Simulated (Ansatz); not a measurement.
## Which isomer of CH7NOSi+ gives these data?

These gas-phase data were calculated for one isomer of CH7NOSi+ at r2SCAN-D4/def2-SVP (harmonic, unscaled wavenumbers; equilibrium rotational constants with average atomic masses):

- rotational constants: 6.15, 5.708, 3.537 GHz
- all wavenumbers above 1500 cm⁻¹: 3876, 3547, 3437, 3188, 3148, 3028, 2233, 1506

Candidates:

(1) the doublet with the links of `C[Si@H]([NH2+])O`
(2) the doublet with the links of `C[NH+][SiH2]O`

Q: Which structure fits?

A: Candidate (1). 2 modes lie between 3250 and 3800 cm⁻¹, one for each N–H bond, while (2) has 1.

The same quantities for all candidates:

```
     rotational constants (GHz)                     wavenumbers above 1500 cm⁻¹  E above the lowest, r2SCAN-D4/def2-SVP (kcal/mol)
(1)          6.15, 5.708, 3.537  3876, 3547, 3437, 3188, 3148, 3028, 2233, 1506                                                0.0
(2)         10.12, 4.107, 3.088        3877, 3467, 3204, 3018, 2960, 2263, 2252                                                7.0
```

Harmonic stretches to hydrogen usually lie a few per cent above observed fundamentals. Each candidate is one conformer. Open shells are spin-unrestricted. Programs: Ansatz 0.2.0.

The assignment doesn't rest on the N–H stretches alone. Candidate (1) has one Si–H stretch, at 2233 cm⁻¹, where (2) has two, and its 1506 cm⁻¹ mode fits an NH2 scissor, which (2) cannot have. The rotational constants agree: three heavy substituents around silicon give a compact top on the oblate side, whereas the C–N–Si–O chain of (2) concentrates mass along one axis and raises the largest constant to 10.12 GHz. The O–H stretch is no help, since both isomers carry a silanol group.

The energy order probably reflects the exchange of Si–C and N–H bonds for C–N and Si–H bonds, with the strong N–H bond favouring (1). N-methylation should in turn stabilise an electron-poor aminium centre by hyperconjugation, and the lower C–H stretches of (2), at 3018 and 2960 cm⁻¹, are consistent with this, but it evidently doesn't reverse the order. The match cannot establish the handedness written at silicon, because mirror images share all these constants and wavenumbers.
